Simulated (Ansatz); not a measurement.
LaAu3: energy above lowest point and pressure against volume scale

All results are calculated (Ansatz 0.2.0). Free energy against uniform scaling of the volume at fixed shape and fractions; periodic cell, basis, potentials, k mesh and filling as listed.

The cell before it is scaled or strained (space group Fm-3m, No. 225):
```
LaAu3
1.0
      0.0000     3.5520     3.5520
      3.5520     0.0000     3.5520
      3.5520     3.5520     0.0000
La Au
1 3
Direct
  0.00000 0.00000 0.00000
  0.25000 0.25000 0.25000
  0.75000 0.75000 0.75000
  0.50000 0.50000 0.50000
```

Settings of every row: functional PBEsol; dispersion none; potentials PAW; wave cutoff 435.38 eV; density cutoff 1741.5 eV; k mesh 6x6x6; k shift 0x0x0; occupations cold; smearing width 0.1 eV; spin none.

Limits: coarse k mesh, up to 40 meV an atom off; no spin-orbit coupling, which can matter with elements this heavy; the cell comes from a prototype or a list of computed structures and needn't be the stable phase.

```
row  volume scale  V (Å³/atom)  energy above lowest point (meV/atom)  pressure (GPa)
  1          0.88       19.718                                     ?               ?
  2          0.92       20.615                                  12.1            4.65
  3          0.96       21.511                                     0           -0.13
  4             1       22.407                                  11.5           -3.83
  5          1.04       23.304                                  41.3           -6.69
  6          1.08         24.2                                  85.2            -8.9
  7          1.12       25.096                                 139.8          -10.57
```

Question: what energy above lowest point and pressure should row 1 give?

Worked fit of energy above lowest point. Take u = (V_r/V)^(2/3) − 1 with V_r = 22.855 Å³ an atom, which is twice the finite (Eulerian) strain; such expansions in the strain, on which the Birch-Murnaghan equation of state is built, carry the rest volume and the bulk modulus. The shown rows have u = 0.07119, 0.04123, 0.01329, -0.01289, -0.0374, -0.06045. Least squares give energy above lowest point = 24.4 − 1145.84 × u + 13107 × u² + 7912 × u³ meV/atom; a parabola predicts inner rows, each left out in turn, worse (root mean square 0.73 against 0.044 meV/atom). All shown rows lie on it to the printed digit. Its lowest point lies at u = 0.0421, or V = 21.48 Å³ an atom, and the curvature there gives the bulk modulus at fixed shape and fractions, B = (4/9)(1 + u)² E″(u)/V = 102 GPa. The withheld row has u = 0.10343, so the fit gives 24.4 − 1145.84 × (0.10343) + 13107 × (0.10343)² + 7912 × (0.10343)³ = 54.9 meV/atom.

The calculation gave 54.7 meV/atom. The fit lies 0.2 meV/atom (0.14 % of the column's range) above it; its largest miss of a shown row is 0.0 meV/atom. This row lies beyond the range of the fit.

Worked fit of pressure. Take u = (V_r/V)^(2/3) − 1 with V_r = 22.855 Å³ an atom, which is twice the finite (Eulerian) strain; such expansions in the strain, on which the Birch-Murnaghan equation of state is built, carry the rest volume and the bulk modulus. The shown rows have u = 0.07119, 0.04123, 0.01329, -0.01289, -0.0374, -0.06045. Least squares give pressure = −5.354 + 109.207 × u + 406.79 × u² + 464.3 × u³ GPa; a parabola predicts inner rows, each left out in turn, worse (root mean square 0.044 against 0.0088 GPa). The rows lie off it by 0.00, 0.00, 0.00, 0.01, -0.01, 0.00. The pressure vanishes at u = 0.0421, or V = 21.48 Å³ an atom, and there the bulk modulus at fixed shape and fractions is B = −V dP/dV = (2/3)(1 + u) dP/du = 101 GPa. The withheld row has u = 0.10343, so the fit gives −5.354 + 109.207 × (0.10343) + 406.79 × (0.10343)² + 464.3 × (0.10343)³ = 10.81 GPa.

The calculation gave 10.83 GPa. The fit lies 0.02 GPa (0.093 % of the column's range) below it; its largest miss of a shown row is 0.01 GPa. This row lies beyond the range of the fit.
